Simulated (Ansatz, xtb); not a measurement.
Two isomers of C4H11BSi

Structure X is `CB1CCC[SiH2]1`, a singlet and structure Y is `CB(C)[C@@H]1C[SiH2]1`, a singlet. Both are isolated molecules in the gas phase, relaxed with B3LYP/def2-SVP; the shapes shown needn't be the lowest conformers.

X (Å):

```xyz
17

C    -0.7228   -0.5684    2.3628
C    -0.1294   -1.1689   -0.2871
C    -0.5901   -0.7630   -1.7073
C    -0.5724    0.7770   -1.8559
B    -0.6844   -0.2128    0.8395
Si   -1.2930    1.4342   -0.2071
H    -1.7645   -0.9019    2.5573
H    -0.0666   -1.4038    2.6596
H    -0.5604    0.2871    3.0377
H    -0.2435   -2.2489   -0.0834
H     0.9685   -0.9823   -0.1959
H    -1.6214   -1.1294   -1.8620
H     0.0213   -1.2494   -2.4872
H     0.4699    1.1346   -1.9455
H    -1.1014    1.1132   -2.7614
H    -0.7857    2.7868    0.1853
H    -2.7894    1.5274   -0.2854
```

Y (Å):

```xyz
17

C    -1.3192   -1.0750    1.7565
C     0.4445   -1.4896   -0.2833
C    -1.5062    0.4177   -0.4855
C    -1.1720    0.8546   -1.9243
B    -0.7896   -0.6873    0.3122
Si   -0.3260    1.9155   -0.6580
H    -1.6905   -2.1177    1.7319
H    -2.1384   -0.4423    2.1338
H    -0.5060   -1.0743    2.5042
H     0.0407   -2.4406   -0.6852
H     0.9777   -1.0063   -1.1174
H     1.1845   -1.7767    0.4822
H    -2.4876    0.7495   -0.1203
H    -0.5630    0.1640   -2.5183
H    -1.9967    1.2895   -2.4994
H     1.1163    1.7394   -0.3808
H    -0.8744    3.2502   -0.3254
```

Energies in hartree; the thermal terms are from GFN2-xTB frequencies at re-optimised GFN2-xTB minima (ideal gas, soft modes damped towards free rotors, one conformer each, 298.15 K, 1 atm) and include the zero-point energy:

|  | X | Y |
| --- | --- | --- |
| E, CCSD(T)/def2-SVP | −472.119608 | −472.107107 |
| E, MP2/def2-SVP | −472.012060 | −472.002432 |
| E, MP2/def2-TZVPP | −472.473945 | −472.469067 |
| zero-point energy | 0.138494 | 0.136162 |
| H(298 K) − E | 0.147662 | 0.146394 |
| G(298 K) − E | 0.106316 | 0.102532 |

Correct the CCSD(T) difference for the basis set by the MP2 change, then work out ΔE, ΔE₀, ΔH and ΔG for X → Y in kcal/mol (1 Eh = 627.51 kcal/mol) and the equilibrium ratio [Y]/[X].

1. Differences Y − X: CCSD(T) +0.012501, MP2 in the small set +0.009628, MP2 in the large set +0.004878 Eh.
2. ΔE = +0.012501 + (+0.004878 − (+0.009628)) = +0.007751 Eh = +4.86 kcal/mol.
3. ΔE₀ = ΔE + ΔZPE = +0.007751 + (−0.002332) Eh = +3.40 kcal/mol.
4. ΔH = ΔE + (−0.001268) Eh = +4.07 kcal/mol.
5. ΔG = ΔE + (−0.003784) Eh = +2.49 kcal/mol, so ΔS = (ΔH − ΔG)/T = +22.2 J/(mol K).
6. kT = 0.9442 mEh, so K = [Y]/[X] = exp(−ΔG/kT) = exp(−4.20) ≈ 0.015.

Structure X is favoured at this temperature. An error of 1 kcal/mol in ΔG would change K by a factor of 5.4. Mirror images and further conformers aren't counted.

As drawn, Y has 1 C–B, 1 C–Si in place of 1 C–C, 1 B–Si. Structure X has a 5-membered ring, Y a 3-membered ring.

Other levels gave ΔE = +19.0 (GFN2-xTB); +34.2 (HF/STO-3G, GFN2-xTB geometries); +5.3 (r2SCAN-D4/def2-SVP, GFN2-xTB geometries); +7.3 (B3LYP/def2-SVP); +10.7 (HF/def2-SVP); +6.0 (MP2/def2-SVP); +7.8 (CCSD(T)/def2-SVP) kcal/mol. The correlated steps freeze 10 core orbitals. Programs: Ansatz 0.2.0, xtb 6.7.1.

X is preferred only modestly, because two large effects nearly cancel. Y pays for the severe angle strain of a silirane, but it replaces a relatively weak B–Si bond and a C–C bond with stronger B–C and Si–C bonds. Y's geometry also suggests hyperconjugation: the ring Si–C bond next to boron lies roughly along the empty boron p orbital and is longer than the other ring Si–C bond, while the adjoining B–C bond is shorter than those to the methyl groups. This donation probably recovers some of the strain energy.

Entropy favours Y, as expected when a five-membered ring gives way to a small ring bearing a rotatable dimethylboryl group, but it doesn't overturn the energetic preference. Every electronic level listed puts X lower, so the direction is better supported than the exact ratio, given how much the larger basis narrows the gap. The equilibrium preference says nothing about how readily Y would rearrange, since no barrier was computed.
